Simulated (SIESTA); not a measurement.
# Lattice constants a and c of the BaZrS0.79Se2.21 random alloy in SIESTA: effect of functional, orbital range and basis

Before we use a SIESTA cell of BaZrS0.79Se2.21 to judge the strain of an absorber film on a substrate, we must know how strongly its lattice constants depend on the functional and the basis settings. A mismatch of one or two per cent matters for film growth, and an unsuitable setting can create or hide that much. We compare the relaxed lattice constants a and c of one 40-atom arrangement of S and Se at several levels. The reference is PBE with a DZP basis, an energy shift of 0.01 Ry and a mesh cutoff of 300 Ry. No measured lattice constant is in the table, so the comparison shows how far the levels differ, not which is nearest to experiment.

## How the numbers were made

The cell: 1x2x1 conventional cells of the BaZrSe3 type (40 atoms: 6 S, 18 Se, 8 Zr, 8 Ba); Se/S share their sites, the best of 600 random draws by like-pair counts in two shells; start lattice of BaZrSe3; atoms moved at random by 0.02 Å. In each row cell and atoms were relaxed at the level named, from that start or from the relaxed cell that the row names. Program: SIESTA 5.4.2; PseudoDojo 0.4.1 pseudopotentials converted to PSML; no spin polarisation, no spin-orbit coupling unless named. The same in all rows: atoms in the cell: 40.0000; reduced formula of the cell, which counts half of its atoms: Ba4Zr4Se9S3; k-point mesh: 2×2×1.

Notes on method and selection:

- A finite supercell with one arrangement stands for the random alloy; its composition is rounded to whole atoms.
- The lattice is static: no zero-point motion and no thermal expansion, which in most solids lengthen room-temperature lattice constants by a few tenths of a per cent.
- Left out: LDA, DZP basis, energy shift 0.01 Ry, mesh cutoff 300 Ry, 40-atom cell, k-mesh 2x2x1, cell and atoms relaxed (its stored cell is a step older than its log's); PBE, DZP basis, energy shift 0.01 Ry, mesh cutoff 300 Ry, 40-atom cell, k-mesh 2x2x1, cell and atoms relaxed, another random arrangement (its stored cell is a step older than its log's).
- Runs that didn't converge or were made unsound on purpose aren't shown.
- SIESTA's runs with D3 are left out, since their stress has the wrong sign.
- Rows that restart from another level's relaxed cell stop once the stress is under the tolerance, so small changes are hidden.
- Runs that did not converge, have known faults or may not be shown are not listed, and runs on Ansatz's PAW sets soft_1 and soft_2 are kept to separate tables.

Columns:

- residual pressure (GPa): pressure left in the cell.
- a (Å): lattice constant a of the mean conventional cell.
- c (Å): lattice constant c of the mean conventional cell.

## Numbers

```
member                                                                                 residual pressure (GPa)  a (Å)   c (Å)
PBEsol, DZP basis, shift 0.01 Ry, mesh 300 Ry, from the PBE cell, 40 atoms, 2×2×1      0.00                     8.7918  14.7781
PBEsol, TZP basis, shift 0.003 Ry, mesh 450 Ry, from the PBEsol cell, 40 atoms, 2×2×1  −0.03                    8.9606  14.9137
PBE, DZP basis, shift 0.01 Ry, mesh 150 Ry, from the PBE cell, 40 atoms, 2×2×1         0.00                     8.9761  15.1003
PBE, DZP basis, shift 0.025 Ry, mesh 300 Ry, from the PBE cell, 40 atoms, 2×2×1        0.00                     8.8014  14.9153
PBE, DZP basis, shift 0.01 Ry, mesh 300 Ry, 40 atoms, 2×2×1                            0.00                     8.9656  15.0832
PBE, DZ basis, shift 0.02 Ry, mesh 250 Ry, 40 atoms, 2×2×1                             0.00                     ?       ?
optB88-vdW, DZP basis, shift 0.01 Ry, mesh 300 Ry, from the PBE cell, 40 atoms, 2×2×1  0.00                     8.9186  15.0173
PBE, DZP basis, shift 0.003 Ry, mesh 300 Ry, from the PBE cell, 40 atoms, 2×2×1        −0.01                    9.1150  15.2104
LDA, SZ basis, shift 0.02 Ry, mesh 200 Ry, 40 atoms, 2×2×1                             0.00                     8.4624  14.3286
```

Cells marked ? are withheld until the estimate has been made.

## Interpretation

The energy shift, which sets how far the atomic orbitals reach, matters as much as the functional. With PBE and DZP, raising it from 0.003 to 0.025 Ry shortens a by 9.1150 − 8.8014 = 0.3136 Å, or 3.5 % of the reference value, and c by 15.2104 − 14.9153 = 0.2951 Å, or 2.0 %. A larger shift means shorter orbitals. Atoms with such orbitals gain more by borrowing the functions of their neighbours, and this spurious binding (basis-set superposition error) can pull the cell together. The sign agrees with the change in a and c, but the error itself is not tabulated, so this is a likely cause and not a shown one.

At fixed DZP settings, PBEsol gives a shorter than PBE by 8.9656 − 8.7918 = 0.1738 Å and c shorter by 0.3051 Å, about 2 % each. This is the expected direction: gradient-corrected exchange lowers the energy where density gradients are large, which favours a more open structure, and PBEsol has a weaker gradient term than PBE. optB88-vdW lies between the two, with a only 0.0470 Å below PBE.

The two effects can cancel. PBEsol with TZP, 0.003 Ry and 450 Ry gives a = 8.9606 Å, almost the PBE reference value, yet its c is 0.1695 Å shorter. Agreement in a alone would therefore be misleading. Most of the step from PBEsol/DZP to PBEsol/TZP, 0.1688 Å in a, is matched by the 0.1494 Å that PBE gains when only the energy shift is lowered from 0.01 to 0.003 Ry.

The mesh cutoff matters little: 150 Ry instead of 300 Ry changes a by 0.0105 Å. The shortest cell among the rows shown so far, LDA with SZ, differs from the reference in functional, basis, shift and mesh, so its low a is not a measure of LDA alone.

For substrate matching, 0.01 Ry is not a converged energy shift. Functionals should be compared at one common shift, and a smaller one than 0.003 Ry should be tried before a mismatch of 1 % is taken seriously.

## An estimate before looking

Plain estimates from the members shown:

- PBE, DZ basis, shift 0.02 Ry, mesh 250 Ry, 40 atoms, 2×2×1, mean of the 8 members shown: 8.8739 Å, standard deviation 0.18

The withheld member is a PBE run with an energy shift of 0.02 Ry. The mean of all eight members, 8.8739 Å, mixes four functionals and scatters by 0.18 Å, so we interpolate among the PBE/DZP rows instead, taking a as linear in the natural logarithm of the shift. The row at 0.01 Ry then lies ln(0.01/0.003) / ln(0.025/0.003), or about 0.57, of the way from 0.003 to 0.025 Ry, and 0.02 Ry lies ln(0.02/0.01) / ln(0.025/0.01), or about 0.76, of the way from 0.01 to 0.025 Ry.

Tried on the 0.01 Ry row from its two neighbours, this gives 9.1150 − 0.3136 × 0.57 = 8.936 Å, against 8.9656 Å in the table, a miss of 0.03 Å. For 0.02 Ry, between the rows at 0.01 and 0.025 Ry, it gives 8.9656 − 0.1642 × 0.76 = 8.841 Å. The mesh of 250 Ry needs no correction.

The member also lacks the polarisation orbitals of DZP. Their loss usually weakens directional bonds and lengthens them, by roughly 1 %, or 0.09 Å here. The LDA/SZ row, also unpolarised, hints at the opposite sign: it lies 8.841 − 8.462 = 0.379 Å, or 4.3 %, below the interpolated PBE value, more than the rough 2 to 3 % that commonly parts LDA from PBE. With the sign in doubt we apply no shift and carry the 0.09 Å as uncertainty. Together with the interpolation miss this gives √(0.03² + 0.09²) ≈ 0.095 Å, rounded to 0.10 Å.

**Committed estimate, PBE, DZ basis, shift 0.02 Ry, mesh 250 Ry, 40 atoms, 2×2×1: a = 8.84 ± 0.10 Å.**

## The answer

```
member                                                      residual pressure (GPa)  a (Å)   c (Å)
PBE, DZ basis, shift 0.02 Ry, mesh 250 Ry, 40 atoms, 2×2×1  0.00                     8.7520  14.6480
```

```
member                                                      estimate   a (Å)   computed  estimate − computed  miss in error bars
PBE, DZ basis, shift 0.02 Ry, mesh 250 Ry, 40 atoms, 2×2×1  committed  8.8400  8.7520    +0.0880              0.9
PBE, DZ basis, shift 0.02 Ry, mesh 250 Ry, 40 atoms, 2×2×1  mean       8.8739  8.7520    +0.1219
```

The estimate of 8.84 ± 0.10 Å lies 0.088 Å above the computed 8.7520 Å, inside its error bar but near the edge. It did better than the mean of the other members, which misses by 0.1219 Å.

Working from the PBE rows and their energy shifts brought the estimate closer. Our expectation that a basis without polarisation orbitals would lengthen the cell had the wrong sign. The DZ cell is shorter even than the PBE/DZP cell at the larger shift of 0.025 Ry, by 8.8014 − 8.7520 = 0.0494 Å in a and 14.9153 − 14.6480 = 0.2673 Å in c. The mesh cutoffs also differ, but between 150 and 300 Ry a and c change by less than 0.02 Å. The LDA/SZ row had hinted at this sign, and we gave it too little weight.

Stronger borrowing of neighbours' functions in the poorer basis would shorten the cell in this way, but that remains a conjecture.

## Outliers

LDA with the SZ basis has the shortest a and c. It shares its energy shift of 0.02 Ry with the PBE/DZ member, yet its a is 8.7520 − 8.4624 = 0.2896 Å shorter, or 3.3 %. LDA binds most solids too tightly, which gives the right sign. The minimal basis, with one radial function per orbital, may add to the contraction or offset part of it, and no row differs from this one in only the functional or only the basis.

PBE with DZP at 0.003 Ry has the longest a and c, with a 0.1494 Å above the PBE reference. Longer orbitals leave less to gain from neighbours' functions, which fits the growth of a and c. However, the short constant b shrinks at this setting, so our earlier picture of a spurious attraction that simply pulls the whole cell together is incomplete. In this structure type, chains of edge-sharing Zr octahedra run along b, while a and c also span the softer contacts between chains. A change in those contacts could therefore lengthen a and c without lengthening b.

## What to take away

In the one cell studied here, a and c from PBE with DZP fall at each step as the energy shift rises from 0.003 to 0.01 and 0.025 Ry. Interpolation in the shift missed the one DZP row on which it was tried by 0.03 Å in a; carried over to the DZ basis, it missed by 0.09 Å.

Lowering the shift from 0.01 to 0.003 Ry lengthens a by 0.1494 / 8.9656 = 1.7 %, nearly as much as the 0.1738 / 8.9656 = 1.9 % by which PBEsol shortens it at fixed settings. For this cell, a difference of 1 % in a therefore means little until the basis is converged.

We set out to judge the strain of an absorber film and gave advice on substrate matching, but these lattice constants can't serve that purpose. Our cell has the needle-like structure, with chains of edge-sharing Zr octahedra. BaZr(S,Se)3 absorber films are grown as a distorted perovskite, in which the octahedra share corners. Neither a and c nor the size of their response to the settings can be carried over from one structure to the other. A film study has to start from the perovskite cell and test functional and energy shift there.

We also called the cell a random alloy, which says too much. It is doubled along b, but the 6 S atoms occupy the same 3 sites in both halves. The arrangement thus repeats after 20 atoms, and each row of S/Se sites along b holds only S or only Se. The run with another arrangement was left out, so the table can't tell how much a and c depend on where the S atoms sit.

Thermal expansion and zero-point motion, both omitted, usually lengthen lattice constants by a few tenths of a per cent. That is well below the spread of about 7 % in a across the table, but it will matter once the basis error has been reduced.

[Logs are printed without paths, hosts, clocks, repeated set-up lines and the standing remarks that a program may print on its own settings, such as how far it seeks lower states.]
